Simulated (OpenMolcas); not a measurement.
# PO2 (SMILES [O]P=O): methods side by side

PO2 has 3 atoms, charge 0, and is taken as a doublet. As SMILES, `[O]P=O`. Geometry: relaxed at GFN2-xTB.

```xyz
3

O     0.3317    1.2263    0.3177
P    -0.4039    0.0770   -0.2121
O     0.0722   -1.3033   -0.1055
```

Each level gives the energy change with the O1–P2 bond stretched from 1.464 to 3.660 Å (eV). The values are calculated.

```tsv
level	kind	program	value (eV)	less FCI/STO-3G
U-r2SCAN/STO-3G	meta-GGA	OpenMolcas	3.01	+2.01
UB3LYP/STO-3G	global hybrid	OpenMolcas	2.55	+1.55
UM06-2X/STO-3G	hybrid meta-GGA	OpenMolcas	2.13	+1.13
UPBE0/STO-3G	global hybrid	OpenMolcas	2.46	+1.46
CASSCF(3,3)/STO-3G	multireference	OpenMolcas	0.56	-0.44
FCI/STO-3G	exact in the basis	OpenMolcas	1.00	0.00
```

FCI/STO-3G is exact within its basis and frozen core, so for wave-function methods in that basis the difference is their error; functionals converge differently with the basis, so for them it is only a difference. The first shape isn't each level's own minimum. The values span 0.56 to 3.01 eV. Spin contamination of the reference (⟨S²⟩ at least 0.1 too high) touches U-r2SCAN/STO-3G, UB3LYP/STO-3G, UM06-2X/STO-3G, UPBE0/STO-3G. All rows use very small basis sets, so even the best lies far from the true value.

Stretching one P–O bond costs 1.00 eV in the exact treatment within the basis, far too little for the strong, polar bond known in PO2. The likely cause is the minimal basis: without d polarization functions on phosphorus, it poorly describes the donation from oxygen lone pairs that strengthens the bond at short distance. The two P–O distances in the starting geometry are equal, so the bond being broken has partial multiple character, despite the single bond drawn in the SMILES.

CASSCF(3,3) gives only 0.56 eV, probably because three active orbitals cannot cover both the σ and π changes and omit much of the dynamic correlation, which favours the bonded geometry. All four functionals lie above FCI, with lower values where the share of exact exchange is larger, but this ordering is only suggestive. That the functionals come closer to the real bond strength does not show that they describe the stretched radical better, since basis and functional errors may partly cancel.
